\subsection*{Spin-orbit correction to the two-orbital singlet-triplet gap: GeH$_2$ and SnH$_2$}

\textbf{Statement.} The two-orbital result assumes a spin-free Hamiltonian. With the singlet lowest, $\Delta=E(^3B_1)-E(^1A_1)>0$, spin-orbit coupling first acts in second order. At fixed geometry it widens the gap to the triplet centroid by
\begin{equation}
\delta=\frac{V_1^2}{\Delta}+\frac{D}{3},\qquad
D=\frac{V_1^2}{\Delta}-\frac{V_2^2}{\Delta_2},\qquad
V_{1,2}^2=\tfrac12\lambda^2(1\mp\sin2\theta),
\end{equation}
and splits one triplet sublevel from the other two by $D$.

\textbf{Where the assumption enters.} The molecule lies in the $yz$ plane with $z$ the $C_2$ axis; $\sigma$ ($a_1$) and $p$ ($b_1$, along $x$) are real orbitals, $h$ includes the core field, $K=K_{\sigma p}$, $\hbar=1$. A spin-free Hamiltonian does not connect different spins, so the triplet is one threefold level. Measured from it,
\begin{align}
E(\sigma^2)&=J_{\sigma\sigma}-J_{\sigma p}+K-(h_p-h_\sigma)\equiv a-d,\\
E(p^2)&=J_{pp}-J_{\sigma p}+K+(h_p-h_\sigma)\equiv a+d,
\end{align}
and $E(^1B_1)=2K$. The element $\langle\sigma^2|H|p^2\rangle=K$ gives
\begin{equation}
S_1=\cos\theta\,\sigma^2-\sin\theta\,p^2,\qquad S_2=\sin\theta\,\sigma^2+\cos\theta\,p^2,
\end{equation}
at $a\mp R$, with $R=\sqrt{d^2+K^2}$ and $\sin2\theta=K/R$. Thus $\Delta=R-a$ and $\Delta_2=R+a$. At linearity $d=0$ and $J_{xx}-J_{xy}=2K$, so $a=3K$, and $^3\Sigma_g^-$, $^1\Delta_g$, $^1\Sigma_g^+$ lie at $0$, $2K$, $4K$.

\textbf{Proof.} Add the effective one-centre operator $H_{\rm so}=\zeta\sum_i\mathbf l_i\cdot\mathbf s_i$, acting on the valence $np$ shell of the heavy atom. Between $\sigma$ and $p$ only $l_y$ survives by symmetry, and $l_yp_x=-ip_z$. With $p$ a pure $p_x$ orbital and $c>0$ the $p_z$ amplitude in $\sigma$, set $\lambda=\zeta c$ and quantise spin along $y$:
\begin{equation}
H_{\rm so}=\frac{i\lambda}{2}\left(p^\dagger_\alpha\sigma_\alpha-\sigma^\dagger_\alpha p_\alpha-p^\dagger_\beta\sigma_\beta+\sigma^\dagger_\beta p_\beta\right).
\end{equation}
For $\sigma^2=\sigma^\dagger_\alpha\sigma^\dagger_\beta|0\rangle$, $p^2=p^\dagger_\alpha p^\dagger_\beta|0\rangle$ and the $M_y=0$ sublevel $T_y=(\sigma^\dagger_\alpha p^\dagger_\beta+\sigma^\dagger_\beta p^\dagger_\alpha)|0\rangle/\sqrt2$,
\begin{equation}
H_{\rm so}\,\sigma^2=H_{\rm so}\,p^2=-\frac{i\lambda}{\sqrt2}\,T_y .
\end{equation}
The operator annihilates $^1B_1$ and, by the Pauli principle, the $M_y=\pm1$ sublevels. No diagonal element exists, so there is no first-order shift. The couplings are $\langle T_y|H_{\rm so}|S_{1,2}\rangle=-i\lambda(\cos\theta\mp\sin\theta)/\sqrt2$, with squared moduli $V_{1,2}^2$. In second order $S_1$ falls by $V_1^2/\Delta$; $T_y$ is pushed up by $S_1$ and down by $S_2$, net $D$; the centroid moves by $D/3$. Their sum is $\delta$. At linearity $V_1=0$ and $V_2=\lambda$: only $^1\Sigma_g^+$ couples.

\textbf{Size.} Typical inputs are $\zeta\approx940$ (Ge) and $2200$~cm$^{-1}$ (Sn), and a spin-free gap $\Delta\approx8400$~cm$^{-1}$ (24~kcal/mol) for both hydrides, chosen to reproduce their typical gaps and therefore not predicted. Assumed are $K=4000$ (Ge) and $3500$~cm$^{-1}$ (Sn), $c^2=0.35$, and $a=3K$ carried over from linearity, so that $R=\Delta+3K$ and $\Delta_2=\Delta+6K$. Energies are in cm$^{-1}$ unless marked.
\begin{center}
\begin{tabular}{lcc}
\hline
 & GeH$_2$ & SnH$_2$\\
\hline
$\sin2\theta$ & 0.20 & 0.19\\
$\Delta_2$ & 32400 & 29400\\
$V_1/10^2$ & 3.5 & 8.3\\
$V_1^2/\Delta$ & 15 & 82\\
$V_2^2/\Delta_2$ & 6 & 34\\
$D$ & 9 & 48\\
$\delta$ & 18 & 98\\
$\delta$ (kcal/mol) & 0.05 & 0.28\\
$\delta/\Delta$ (\%) & 0.2 & 1.2\\
\hline
\end{tabular}
\end{center}
Fourth order is smaller by a factor of order $(V_1/\Delta)^2$, which is 0.01 for SnH$_2$.

\textbf{Rival terms.} Two omissions compete with the correction. First, $l_z$ couples the singlet to $^3A_2$, formed by exciting the bonding $b_2$ orbital to $p$. The same algebra gives a lowering $\zeta^2c'^2/(2\Delta')$. An assumed $p_y$ weight $c'^2=0.4$ and an assumed $\Delta'=35000$~cm$^{-1}$ give 5 (Ge) and 28~cm$^{-1}$ (Sn), a third of $V_1^2/\Delta$. Triplet sublevels are lowered by excitations of the same kind, so these terms partly cancel in $\delta$, but they also change $D$. Second, the denominators are vertical, whereas the minima differ, with typical angles near $91^\circ$ (singlet) and $119^\circ$ (triplet). Assume vertical gaps $\Delta\pm3000$~cm$^{-1}$ at the singlet and triplet minima, with $V_{1,2}$ and $\Delta_2$ fixed. For SnH$_2$ the singlet then falls by 61~cm$^{-1}$, $D$ becomes 94~cm$^{-1}$ and $\delta$ becomes 92~cm$^{-1}$. Hence $D$ is uncertain by a factor of two and $\delta$ supports one figure: the model's correction is 0.05~kcal/mol with the GeH$_2$ inputs and 0.3~kcal/mol with the SnH$_2$ inputs, in favour of the singlet.